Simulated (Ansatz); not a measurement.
**Exact exchange and the vertical ionisation energy of C2F4O (trifluoroacetyl fluoride)**

C2F4O: 7 atoms, total charge 0, spin state singlet. As SMILES, `O=C(F)C(F)(F)F`. The coordinates come from a PBE0-D4/def2-TZVP relaxation.

The vertical ionisation energy (to the doublet cation) y, in eV, basis cc-pVDZ; a is the functional's share of exact exchange. Programs: Ansatz 0.2.0.

| functional | program | a | y (eV) |
| --- | --- | --- | --- |
| PBE | Ansatz | 0 | 11.88 |
| revPBE | Ansatz | 0 | 11.79 |
| B3LYP | Ansatz | 0.2 | 12.45 |
| r2SCAN0 | Ansatz | 0.25 | 12.64 |
| PBE0 | Ansatz | 0.25 | ? |
| BHLYP | Ansatz | 0.5 | 12.72 |

Problem. Fit y = c + s·a to the known rows and predict PBE0.

Solution. 
1. Means of the 5 rows: a = 0.1900, y = 12.296.
2. Σ(Δa)² = 0.172, Σ(Δa·Δy) = 0.3288, so the slope is 0.3288/0.172 = 1.9116.
3. Intercept: 12.296 − (1.9116) × 0.1900 = 11.933. The largest residual of the fit is 0.23.
4. PBE0: 11.933 + (1.9116) × 0.25 = 12.41 eV.

The run gave 12.49 eV, so the prediction is off by -0.08 eV, within the largest residual.

The vertical ionisation energy rises with the share of exact exchange, from 11.88 eV with PBE to 12.49 eV with PBE0, the cleanest comparison because the two share a semilocal parent. The electron probably leaves an orbital dominated by the carbonyl oxygen lone pair, with some admixture of σ-bond and fluorine lone-pair character. Semilocal exchange cancels the hole's self-repulsion incompletely and favours spreading it over these centres, which makes the cation too stable; exact exchange reduces that bias.

The share of exact exchange isn't the only variable, however. r2SCAN0 and PBE0 differ at the same value of a, and BHLYP lies only slightly above r2SCAN0 despite having twice the exact exchange. This could reflect a real flattening of the response or the change of semilocal components, which these rows can't separate. The fitted slope is therefore an average over functional families, not the response of any one of them, and the trend alone doesn't identify which share of exact exchange comes closest to the true ionisation energy.
